## Appendix: Wiener bounds from the Dirichlet and Thomson principles

### A.1 Premises and conventions

1. Heat flow is steady and free of sources. With the field $\mathbf e=-\nabla T$ and the flux $\mathbf q$, Fourier's law $\mathbf q=k(\mathbf x)\,\mathbf e$ and the balance $\nabla\cdot\mathbf q=0$ hold inside each phase.
2. Each phase $i$ is isotropic, with a constant conductivity $0<k_i<\infty$ and volume fraction $f_i$, $\sum_i f_i=1$.
3. Contact is perfect: $T$ and $\mathbf q\cdot\mathbf n$ are continuous across every interface, $\mathbf n$ being its unit normal.
4. The microstructure is periodic, with a cell $Y$ of any size and content. Brackets denote the cell average, $\langle g\rangle=|Y|^{-1}\int_Y g\,dV$.

Two classes of periodic vector fields are used. An *admissible field* with mean $\mathbf E$ is $\hat{\mathbf e}=\mathbf E-\nabla\hat\theta$, with $\hat\theta$ periodic and continuous; $\langle\nabla\hat\theta\rangle=0$ because the surface terms on opposite cell faces cancel. An *admissible flux* $\hat{\mathbf j}$ is periodic, free of divergence in each phase, and has a continuous normal component at interfaces. The physical state has $T=-\mathbf E\cdot\mathbf x+\theta$, with $\mathbf e=\mathbf E-\nabla\theta$ in the first class and $\mathbf q=k\mathbf e$ in the second. Its existence is taken from the standard theory of elliptic equations with bounded positive coefficients. The problem is linear in $\mathbf E$, which defines the effective tensor:

$$\langle\mathbf q\rangle=\mathbf K\,\mathbf E .\tag{A1}$$

The arithmetic and harmonic means are

$$k_A=\langle k\rangle=\sum_i f_ik_i,\qquad k_H=\langle 1/k\rangle^{-1}=\Big(\sum_i f_i/k_i\Big)^{-1}.\tag{A2}$$

### A.2 Orthogonality lemma and properties of $\mathbf K$

Let $\phi$ be periodic and continuous and $\hat{\mathbf j}$ an admissible flux. In each phase $\hat{\mathbf j}\cdot\nabla\phi=\nabla\cdot(\phi\,\hat{\mathbf j})$, since $\nabla\cdot\hat{\mathbf j}=0$. The divergence theorem, applied to each phase region, leaves integrals of $\phi\,\hat{\mathbf j}\cdot\mathbf n_{\rm out}$ over its boundary. An interface is met twice, with opposite outward normals and equal values of $\phi$ and $\hat{\mathbf j}\cdot\mathbf n$, so the two terms cancel. Opposite cell faces cancel by periodicity. Hence

$$\langle\hat{\mathbf j}\cdot\nabla\phi\rangle=0,\qquad \langle\hat{\mathbf j}\cdot\hat{\mathbf e}\rangle=\langle\hat{\mathbf j}\rangle\cdot\mathbf E .\tag{A3}$$

Four consequences follow.

*Uniqueness.* If two solutions share $\mathbf E$, their difference $\phi$ makes $k\nabla\phi$ an admissible flux. Then (A3) gives $\langle k|\nabla\phi|^2\rangle=0$ and $\nabla\phi=0$, so (A1) is well defined.

*Symmetry.* For solutions with means $\mathbf E_1$ and $\mathbf E_2$, (A3) gives $\mathbf E_2\cdot\mathbf K\mathbf E_1=\langle\mathbf q_1\cdot\mathbf e_2\rangle=\langle k\,\mathbf e_1\cdot\mathbf e_2\rangle$, which is unchanged under $1\leftrightarrow2$. So $\mathbf K$ is symmetric, with real eigenvalues and orthogonal eigenvectors.

*Positivity.* $\mathbf E\cdot\mathbf K\mathbf E=\langle ke^2\rangle\ge k_{\min}\langle e^2\rangle\ge k_{\min}E^2$, because a mean square is at least the square of the mean. So $\mathbf K^{-1}$ exists.

*Quadratic forms.* With $\mathbf J=\langle\mathbf q\rangle=\mathbf K\mathbf E$,

$$\langle ke^2\rangle=\mathbf E\cdot\mathbf K\mathbf E,\qquad \langle q^2/k\rangle=\langle\mathbf q\cdot\mathbf e\rangle=\mathbf J\cdot\mathbf K^{-1}\mathbf J .\tag{A4}$$

### A.3 Dirichlet principle and the upper bound

Any admissible field with the mean $\mathbf E$ can be written $\hat{\mathbf e}=\mathbf e-\nabla\phi$ with $\phi=\hat\theta-\theta$. Expanding the square,

$$\langle k\hat e^2\rangle=\langle ke^2\rangle-2\langle\mathbf q\cdot\nabla\phi\rangle+\langle k|\nabla\phi|^2\rangle .$$

The cross term vanishes by (A3) and the last term is non-negative. With (A4) this is the Dirichlet principle,

$$\mathbf E\cdot\mathbf K\mathbf E=\min_{\hat{\mathbf e}}\langle k\hat e^2\rangle .\tag{A5}$$

The uniform field $\hat{\mathbf e}=\mathbf E$ ($\hat\theta=0$, $\phi=-\theta$) is admissible in every geometry and gives $\langle k\hat e^2\rangle=k_AE^2$. Therefore

$$k_AE^2-\mathbf E\cdot\mathbf K\mathbf E=\langle k|\nabla\theta|^2\rangle\ge0 .\tag{A6}$$

### A.4 Thomson principle and the lower bound

Fix the mean flux $\mathbf J$ and let $\mathbf q$ be the solution for $\mathbf E=\mathbf K^{-1}\mathbf J$. Any admissible flux with the mean $\mathbf J$ is $\hat{\mathbf j}=\mathbf q+\boldsymbol\delta$, where $\boldsymbol\delta$ is admissible and $\langle\boldsymbol\delta\rangle=0$. Using $\mathbf q/k=\mathbf e$,

$$\langle\hat j^2/k\rangle=\langle q^2/k\rangle+2\langle\boldsymbol\delta\cdot\mathbf e\rangle+\langle\delta^2/k\rangle .$$

By (A3) the cross term equals $2\langle\boldsymbol\delta\rangle\cdot\mathbf E=0$. This is the Thomson principle,

$$\mathbf J\cdot\mathbf K^{-1}\mathbf J=\min_{\hat{\mathbf j}}\langle\hat j^2/k\rangle .\tag{A7}$$

The uniform flux $\hat{\mathbf j}=\mathbf J$ is periodic, free of divergence and continuous, hence admissible, and gives $\langle\hat j^2/k\rangle=J^2/k_H$. Therefore

$$J^2/k_H-\mathbf J\cdot\mathbf K^{-1}\mathbf J=\langle|\mathbf J-\mathbf q|^2/k\rangle\ge0 .\tag{A8}$$

### A.5 The bounds

Let $\mathbf v$ be a unit eigenvector of $\mathbf K$ with eigenvalue $\lambda>0$. Setting $\mathbf E=\mathbf v$ in (A6) gives $\lambda\le k_A$. Setting $\mathbf J=\mathbf v$ in (A8) gives $1/\lambda\le1/k_H$. Together,

$$\Big(\sum_i f_i/k_i\Big)^{-1}\le\lambda\le\sum_i f_ik_i ,\tag{A9}$$

the bounds of Wiener (1912). The directional conductivity $\mathbf u\cdot\mathbf K\mathbf u$ along any unit vector $\mathbf u$ is a weighted mean of the eigenvalues and obeys the same inequalities. For two phases $k_H=k_1k_2/(f_1k_2+f_2k_1)$. Expanding $k_A(f_1k_2+f_2k_1)$ with $f_1^2+f_2^2=1-2f_1f_2$ gives $k_1k_2+f_1f_2(k_1-k_2)^2$, so the width of the interval is

$$k_A-k_H=\frac{f_1f_2(k_1-k_2)^2}{f_1k_2+f_2k_1}.\tag{A10}$$

### A.6 Attainment

*Laminate.* Let $k=k(z)$. For $\mathbf E$ in the plane of the layers take $\theta=0$. Then $\mathbf q=k(z)\mathbf E$ has no divergence and zero normal component, so it is the solution, and $\langle\mathbf q\rangle=k_A\mathbf E$. For $\mathbf E=E\hat{\mathbf z}$ take $\mathbf q=J\hat{\mathbf z}$, so that $e_z=J/k(z)$ and $d\theta/dz=E-J/k(z)$. This $\theta$ is continuous, and it is periodic if $E=J\langle1/k\rangle$, that is $J=k_HE$. Thus $\mathbf K=\mathrm{diag}(k_A,k_A,k_H)$. One laminate attains both bounds, in different directions, so no narrower interval for a single eigenvalue follows from $f_i$ and $k_i$ alone.

*Conditions for equality.* Consider interfaces between phases with $k_1\ne k_2$. Equality in (A6) requires $\nabla\theta=0$, so $k\mathbf E$ must be an admissible flux and $(k_1-k_2)\mathbf E\cdot\mathbf n=0$: every interface is parallel to $\mathbf E$, as in aligned columns of any cross-section. Equality in (A8) requires $\mathbf q=\mathbf J$. Continuity of $T$ makes the tangential part of $\mathbf e=\mathbf J/k$ continuous, so $(1/k_1-1/k_2)\,\mathbf J\times\mathbf n=0$: every interface is normal to $\mathbf J$, which is the laminate. A macroscopically isotropic composite reaches neither bound. The upper one would need $\mathbf E\cdot\mathbf n=0$ for all $\mathbf E$, and the lower one forces a laminate, which is anisotropic by (A10).

*Weak contrast.* Write $k=k_A+\delta k$ and keep the first order in $\delta k$ in $\nabla\cdot[k(\mathbf E-\nabla\theta)]=0$, which gives $k_A\nabla^2\theta=\mathbf E\cdot\nabla\delta k$. In a Fourier series with factors $e^{i\mathbf Q\cdot\mathbf x}$, $\theta_{\mathbf Q}=-i(\mathbf E\cdot\mathbf Q)\,\delta k_{\mathbf Q}/(k_AQ^2)$ for $\mathbf Q\neq0$. The right side of (A6) becomes $k_A^{-1}\sum_{\mathbf Q}(\mathbf E\cdot\hat{\mathbf Q})^2|\delta k_{\mathbf Q}|^2$ to second order. Summing over three orthonormal eigenvectors and using $\langle\delta k^2\rangle=f_1f_2(k_1-k_2)^2$,

$$\sum_{a=1}^3(k_A-\lambda_a)=f_1f_2(k_1-k_2)^2/k_A+O\big((k_1-k_2)^3\big).\tag{A11}$$

To this order the sum equals the width (A10). The laminate puts the whole of it in one direction, and an isotropic medium lies one third of the width below $k_A$. For isotropic two-phase media in three dimensions the tighter bounds of Hashin and Shtrikman (1962), quoted here without derivation, are

$$k_{HS}^{(m)}=k_m+\frac{f_n}{1/(k_n-k_m)+f_m/(3k_m)},\qquad n\ne m,\tag{A12}$$

upper when $m$ is the better conductor and lower otherwise. Both reproduce the one third.

### A.7 Range of validity

*Random media and finite samples.* The bounds do not depend on the cell. They carry over to a statistically homogeneous medium as the limit of large periodic cells, when $\mathbf K$ and $f_i$ converge. They also hold for the apparent conductivity of a prismatic sample with parallel isothermal end faces and insulated sides. There $\phi=0$ on the ends and $\hat{\mathbf j}\cdot\mathbf n=0$ on the sides, so (A3) survives, and both uniform axial trial fields are admissible.

*Anisotropic phases.* For a symmetric positive local tensor $\mathbf k(\mathbf x)$ the same steps give $\langle\mathbf k^{-1}\rangle^{-1}\le\mathbf K\le\langle\mathbf k\rangle$ as quadratic forms. An antisymmetric part, as in a thermal Hall effect, spoils the expansion of the squares.

*Interface resistance.* Let $[\theta]=\theta_+-\theta_-=-R\,\mathbf q\cdot\mathbf n$ on the interfaces $S$, with $\mathbf n$ pointing from the $-$ to the $+$ side. The interface terms of A.2 no longer cancel: $\langle\hat{\mathbf j}\cdot\nabla\phi\rangle=-|Y|^{-1}\int_S[\phi]\,\hat{\mathbf j}\cdot\mathbf n\,dS$, the gradient being taken inside the phases. Add $|Y|^{-1}\int_S[\hat\theta]^2R^{-1}dS$ to the functional in (A5) and $|Y|^{-1}\int_SR(\hat{\mathbf j}\cdot\mathbf n)^2dS$ to that in (A7). In the first, the volume cross term $+2|Y|^{-1}\int_S[\phi]\,\mathbf q\cdot\mathbf n\,dS$ cancels the surface cross term $2|Y|^{-1}\int_S[\theta][\phi]R^{-1}dS$. In the second, the two cross terms sum to $2\langle\boldsymbol\delta\rangle\cdot\mathbf E=0$. The same identity with $\hat{\mathbf j}=\mathbf q$ shows that the extended functionals still take the values (A4) on the solution. The uniform field has no jump, so $\lambda\le k_A$ survives. The lower bound is weakened to

$$\frac1\lambda\le\frac1{k_H}+\frac{R}{|Y|}\int_S(\mathbf v\cdot\mathbf n)^2dS .\tag{A13}$$

A two-phase laminate of period $L$ has two interfaces per period and carries a uniform normal flux, so it attains (A13): $1/k_\perp=1/k_H+2R/L$. The Wiener lower bound is therefore accurate only for $L\gg L^*=2Rk_H$.

*Local Fourier law.* Phase regions must be much larger than the mean free paths of the heat carriers. Radiation and convection in pores are excluded.

*Temperature dependence.* The bounds apply locally, with $k_i(T)$, if the temperature change over a representative volume alters the $k_i$ little.

*Extreme contrast.* As one $k_i\to0$, $k_H\to0$: the lower bound stays true and becomes uninformative.

### A.8 Illustration: Al$_2$O$_3$–ZrO$_2$ at 50 vol% and 300 K

For corundum take $k_1=30$ W m$^{-1}$ K$^{-1}$, a compiled value (Toher 2017), and treat the phase as isotropic. For yttria-stabilised zirconia take $k_2=2.5$ W m$^{-1}$ K$^{-1}$ as a typical input. All results below are the model's, and two figures are meaningful. In W m$^{-1}$ K$^{-1}$, with $f_1=f_2=1/2$,

$$k_A=\tfrac12(30+2.5)=16.25\approx16,\qquad k_H=\frac{2\cdot30\cdot2.5}{30+2.5}\approx4.6 .$$

The width (A10) is 11.6 and the ratio $k_A/k_H$ is 3.5. The logarithmic derivatives with respect to $k_2$ are $k_1/(k_1+k_2)=0.92$ for $k_H$ and $k_2/(k_1+k_2)=0.08$ for $k_A$, so the uncertainty of the zirconia input falls almost wholly on the lower bound. In the laminate, a field at 45° to the layers sees $(k_A+k_H)/2=10.4$, and the flux leaves the layer plane by only $\arctan(k_H/k_A)=16°$, a deflection of 29° from the field. For an isotropic microstructure (A12) narrows the interval to 7.4–13.8.

*Mean free path.* The compiled lattice constants $a=4.7589$ Å and $c=12.991$ Å (Lallet 2009), with 30 atoms in the hexagonal cell of volume $(\sqrt3/2)a^2c$, give $n=1.177\times10^{29}$ m$^{-3}$. The compiled Debye temperature $\Theta=1047$ K (Wikipedia) gives the Debye velocity $v=k_B\Theta/[\hbar(6\pi^2n)^{1/3}]=7.2$ km s$^{-1}$. With $x_D=\Theta/T=3.49$, the Debye heat capacity is $C=3nk_B\cdot3x_D^{-3}\int_0^{x_D}x^4e^x(e^x-1)^{-2}dx=3nk_B\times0.58=2.8\times10^6$ J m$^{-3}$ K$^{-1}$. The kinetic relation $k=Cv\Lambda/3$ yields $\Lambda\approx4$ nm. This single-valued estimate misses the long paths of low-frequency phonons, but it lies far below micrometre grain sizes.

*Boundaries.* Take $R\approx10^{-8}$ m$^2$ K W$^{-1}$ as a typical order of magnitude for oxide boundaries. Then $1/k_H=0.217$ m K W$^{-1}$ and $L^*=92$ nm. Layers 1 µm thick ($L=2$ µm) add $2R/L=0.010$ m K W$^{-1}$ and give $k_\perp=4.4$, 4 per cent below $k_H$. Layers 100 nm thick add 0.10 and give 3.2, 32 per cent below $k_H$. Grain boundaries inside the alumina matter more for the upper side. With the same $R$ and spacing $d=1$ µm, the series estimate $(1/k_1+R/d)^{-1}$ lowers $k_1$ to 23, which moves $k_A$ to 13 and $k_H$ to 4.5. The value 16 remains a valid upper bound, but fine-grained layers would not reach it.

*Pores.* Replacing 2 vol% of the solid by still air (typically 0.026) changes $k_A$ to 15.9 and $k_H$ to 1.0, because the lower bound must allow for air gaps normal to the flux.

*Comparison with typical behaviour.* Dense, randomly sintered ceramics of this composition typically conduct near 10 W m$^{-1}$ K$^{-1}$ at room temperature. Neither bound is an estimate of that value: the model's $k_A$ lies above it by a factor of about 1.6 and $k_H$ below it by about 2.2, as expected from A.6 for an isotropic microstructure.

*A case from chip wiring.* A level of parallel copper lines in silicon dioxide at half filling, with lines as tall as the level and no heat exchange through its top and bottom faces, conducts as a laminate whose normal lies across the lines. Typical bulk inputs of 400 and 1.4 W m$^{-1}$ K$^{-1}$ give the model values 201 along the lines and 2.8 across them, an anisotropy of 72. These inputs suit micrometre-wide lines. In lines narrower than about 100 nm the conductivity of copper is typically some tens of per cent below bulk, so the model then overestimates the value along the lines in nearly the same proportion, and barrier layers and interface resistance change the value across them.